Inferring defect density and clustering from the yields of a stitched image-sensor family

A full-frame CMOS image sensor has a 36 mm × 24 mm pixel array, longer than the typical 26 mm × 33 mm scanner field, so it is exposed by stitching repeated reticle blocks. One mask set can then print several formats in one process, and their yields sample the yield–area curve. This section infers the parameters of a yield model from three such yields.

The model

Let D be the density of killer defects per cm² of array. Isolated bad pixels that the readout corrects are not counted. If D is uniform over a die of array area A, the number of killers is Poisson distributed with mean AD and the die survives with probability exp(−AD). If D varies from die to die with probability density f(D) and mean D0, then

Y(A) = Y0 M(A),  M(A) = ∫₀^∞ exp(−AD) f(D) dD,

where Y0 collects losses assumed independent of array area. M is the Laplace transform of f. With L = A D0 and κ = Var(D)/D0²:

fixed D = D0 (Poisson): M = exp(−L), κ = 0
triangular f on [0, 2D0], peak at D0 (Murphy): M = [(1 − exp(−L))/L]², κ = 1/6
f = exp(−D/D0)/D0 (Seeds): M = 1/(1 + L), κ = 1
f = (α/D0)^α D^(α−1) exp(−αD/D0)/Γ(α) (gamma mixing, negative binomial counts): M = (1 + L/α)^(−α), κ = 1/α

The triangular variable is the sum of two independent variables uniform on [0, D0], each with transform (1 − exp(−L))/L, hence the square. The gamma form contains Seeds at α = 1 and Poisson as α → ∞.

Two properties hold for every f. Since exp(−AD) is convex in D, Jensen's inequality gives M ≥ exp(−L): at a given mean density, Poisson is the lower bound. Further, d² ln M/dA² is the variance of D under the weight exp(−AD) f(D), so ln M is convex in A, and its slope at A = 0 is −D0.

The data

The block is assumed to be 18 mm × 12 mm, A1 = 2.16 cm². The yields below were made for the exercise and rounded to three decimals. Each refers to N = 40 000 probed dies, and the formats run on separate wafers. For independent dies the standard error of ln Y is σ = √[(1 − Y)/(NY)].

format    k = A/A1    A (cm²)    Y        σ
quarter   1           2.16       0.692    0.0033
half      2           4.32       0.540    0.0046
full      4           8.64       0.360    0.0067

Y0 and f(D) are assumed common to the three formats. Two log ratios are free of Y0: a = ln(Y1/Y2) = 0.24802 and b = ln(Y2/Y3) = 0.40547. Working values carry guard digits, and the supported figures are stated with the errors.

What follows without choosing f

Because k = 2 lies one third of the way from k = 1 to k = 4, convexity requires c = 2 ln Y1 − 3 ln Y2 + ln Y3 = 2a − b ≥ 0, with equality for Poisson. The data give c = 0.091 with standard error √(4σ1² + 9σ2² + σ3²) = 0.017, which is 5.4 standard errors from zero. Convexity also makes the slope at the origin at least as steep as any chord, so D0 ≥ a/A1 = 0.115 cm⁻², and it puts ln Y1 on or below the mean of ln Y0 and ln Y2, so Y0 ≥ Y1²/Y2 = 0.887. There is no upper bound on D0. A small fraction of dies at very high D fails at every area probed, looks like a reduction of Y0, and can raise the mean without limit.

Each two-parameter model (Y0, D0) can be fitted to Y1 and Y2 in closed form and tested on Y3. With q = Y1/Y2 and L1 = A1 D0, Poisson gives L1 = ln q, Murphy gives q = [2/(1 + exp(−L1))]², and Seeds gives L1 = (q − 1)/(2 − q). The misfit z is ln(predicted Y3/given Y3) divided by its standard error, propagated from all three yields.

model     D0 (cm⁻²)    Y0       predicted Y3    z
Poisson   0.115        0.887    0.329           −5.4
Murphy    0.123        0.897    0.340           −3.7
Seeds     0.181        0.963    0.375           +3.4

For independent dies the data call for clustering between that of Murphy and that of Seeds.

Inversion for gamma mixing

Put x = A1 D0/α, so that ln Y = ln Y0 − α ln(1 + kx). Then a = αQ(x) and b = αP(x), with Q = ln[(1 + 2x)/(1 + x)] and P = ln[(1 + 4x)/(1 + 2x)], and α cancels in the ratio:

r = b/a = g(x) = P(x)/Q(x).

The root is unique. P and Q vanish at x = 0, Q′ = 1/[(1 + x)(1 + 2x)] is positive, and h = P′/Q′ = 2(1 + x)/(1 + 4x) decreases strictly. So g(x) is the Q′-weighted mean of h over [0, x] and exceeds h(x), and g′ = (Q′/Q)(h − g) < 0. As g falls from 2 at x → 0 to ln 2/ln 2 = 1 at x → ∞, exactly one solution exists when 1 < r < 2, and it is admissible if it returns Y0 ≤ 1.

Here r = 1.6348 and the root is x = 0.1961. Then α = a/Q = 1.634, D0 = αx/A1 = 0.1483 cm⁻² and Y0 = Y1(1 + x)^α = 0.927. Three parameters reproduce three yields by construction, so the fit is no test of the gamma shape. The full-frame die carries on average L = 1.28 killers. The same defects spread uniformly would give Y0 exp(−L) = 0.26, below 0.360 as Jensen's inequality requires: clustering piles defects on dies already lost.

How errors carry through

Inverting the 3 × 3 matrix ∂ln Yi/∂ln p at the solution gives the sensitivities ∂ln p/∂ln Yi:

p      Y1       Y2       Y3
Y0     +3.4     −3.1     +0.7
D0     +10.5    −14.5    +4.0
α      −18.4    +32.1    −13.7

Before rounding, the rows for D0 and α sum to zero and that for Y0 to one, because a common factor on all yields changes Y0 alone. Adding the contributions in quadrature with the σ above,

Y0 = 0.927 ± 0.017,  D0 = 0.148 ± 0.012 cm⁻²,  α = 1.6 ± 0.3.

Relative errors below one per cent in the yields become 8 % in D0 and 18 % in α, since α rests on the curvature c, a small difference of logarithms. The estimates of D0 and α have correlation −0.98, as more defects in tighter clusters give nearly the same curve. The better-behaved parameter is κ = 1/α = 0.61 ± 0.11: its distances from Poisson (κ = 0) and Seeds (κ = 1) are 5.4 and 3.4 standard errors, as in the direct tests, whereas the symmetric bar on α would place Seeds only 2.1 away. Rounding of the yields by up to 0.0005 moves α by at most 6 % to first order.

Two neglected effects rival or exceed these bars. First, Y0 need not be common, since seams and periphery differ between formats. An extra relative loss of 1 % on the full frame alone lowers ln Y3 by 0.01 and raises the inferred α by 14 %. Second, the binomial σ holds only if each die draws its own D. In the opposite limit all n dies of a wafer share one D. If the Y0 losses stay independent, two dies then both pass with probability Y0² M(2A), their correlation is ρ = Y0²[M(2A) − M(A)²]/[Y(1 − Y)], and σ grows by √[1 + (n − 1)ρ]. For the full frame ρ = 0.236, and an assumed n = 50 dies per 300 mm wafer gives a factor 3.5. A factor of that size on all three formats would cut the evidence against Poisson from 5.4 to 1.5 standard errors. The quoted bars are therefore a floor, and wafer-by-wafer yields are needed to set real ones.

Uniqueness beyond the gamma family

Three values of a Laplace transform do not fix f. Suppose a fraction w of dies is free of killers and the rest share a density D1, so that Y = p + s u^k with u = exp(−A1 D1), p = Y0 w and s = Y0(1 − w). Then (Y2 − Y3)/(Y1 − Y2) = u(1 + u) = 1.1842 gives u = 0.6976, s = (Y1 − Y2)/(u − u²) = 0.721 and p = Y1 − su = 0.189. This model matches all three yields exactly with Y0 = 0.910, w = 0.21, D1 = 0.167 cm⁻² and mean D0 = 0.132 cm⁻², which differs from the gamma value by more than its standard error. Inside the range probed the choice hardly matters: for three blocks (6.48 cm²) the gamma and two-point models give 0.435 and 0.434. For eight blocks (17.28 cm²) they give 0.20 and 0.23, and at still larger area the gamma yield tends to zero while the two-point yield levels off at p.

The yields were chosen so that the parameters fall where they typically do for a mature line, D0 of order 0.1 cm⁻² and α between about 1 and 5. The inferred values are the model's, conditional on the gamma shape and a common Y0, and describe no actual sensor.